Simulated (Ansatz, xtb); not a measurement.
**Relative energy of two isomers of Cl2GeH4Si**

We compare I, `Cl[SiH2][GeH2][Cl]`, a singlet, with II, `[SiH3][GeH]([Cl])[Cl]`, a singlet. Both are isolated molecules in the gas phase, relaxed with B3LYP/def2-SVP; each stands in its lowest conformer found.

Estimate E(II) − E(I) at the level CCSD(T)/def2-SVP + ΔMP2/def2-TZVPP.

Calculated at CCSD(T)/def2-SVP + ΔMP2/def2-TZVPP: E(II) − E(I) = +10.2 kJ/mol, so structure I lies lower.

The same difference at several levels:

```csv
level,geometry,E(II) − E(I) (kJ/mol),departure from the last row (kJ/mol),"job, with rough time for the two"
GFN2-xTB,GFN2-xTB,−29.1,−39.4,"optimisation, 0.25 s"
HF/STO-3G,GFN2-xTB,−10.2,−20.4,"single point, 0.92 s"
r2SCAN-D4/def2-SVP,GFN2-xTB,−1.1,−11.3,"single point, 4.1 s"
B3LYP/def2-SVP,B3LYP/def2-SVP,+4.8,−5.4,"optimisation, 39 s"
HF/def2-SVP,B3LYP/def2-SVP,+8.9,−1.3,part of the CCSD(T) run
MP2/def2-SVP,B3LYP/def2-SVP,+7.0,−3.2,part of the CCSD(T) run
CCSD(T)/def2-SVP,B3LYP/def2-SVP,+5.9,−4.3,single point
CCSD(T)/def2-SVP + ΔMP2/def2-TZVPP,B3LYP/def2-SVP,+10.2,,"single point, 27 s"
```

As drawn, II has 1 Cl–Ge, 1 Si–H in place of 1 Cl–Si, 1 Ge–H.

GFN2-xTB, HF/STO-3G put the two in the other order. r2SCAN-D4/def2-SVP finds them nearly level. The largest departure from CCSD(T)/def2-SVP + ΔMP2/def2-TZVPP is that of GFN2-xTB, 39.4 kJ/mol. The last row adds to CCSD(T) the change of the MP2 difference between the two basis sets, here +4.3 kJ/mol.

With harmonic frequencies from B3LYP/def2-SVP (ideal gas, rigid rotor, one conformer each, 298.15 K, 1 atm): on the last row, ΔE + ΔZPE = +8.9 kJ/mol. A mode under 50 cm⁻¹ makes harmonic enthalpies and free energies unreliable, so none is given.

The correlated steps freeze 24 core orbitals; the filled d shell of Ge is correlated, in a basis made for valence electrons. Programs: Ansatz 0.2.0, xtb 6.7.1; the last row on 2 threads of Intel(R) Xeon(R) Platinum 8259CL CPU @ 2.50GHz (Skylake/Cascade Lake) on a shared host.

Chlorine prefers silicon to germanium here, but only modestly: the isomer with one chlorine on each centre lies 10.2 kJ/mol below the one with both on germanium, and zero-point energy leaves the order intact. Moving from I to II trades a Si–Cl and a Ge–H bond for a Ge–Cl and a Si–H bond. Silicon is the more electropositive of the two, since the filled 3d shell of germanium screens its nuclear charge poorly, so the Si–Cl bond is more polar and stronger. The gain in Si–H over Ge–H strength repays only part of that loss. Geminal donation from chlorine lone pairs into the neighbouring Ge–Cl σ* orbital probably favours II and narrows the gap further.

Hartree–Fock in the def2-SVP basis already gives this order, so the preference does not depend on electron correlation. The result does not make I the most stable arrangement overall: the isomer with both chlorines on silicon, which the same bond argument would probably favour, is not among the structures compared.
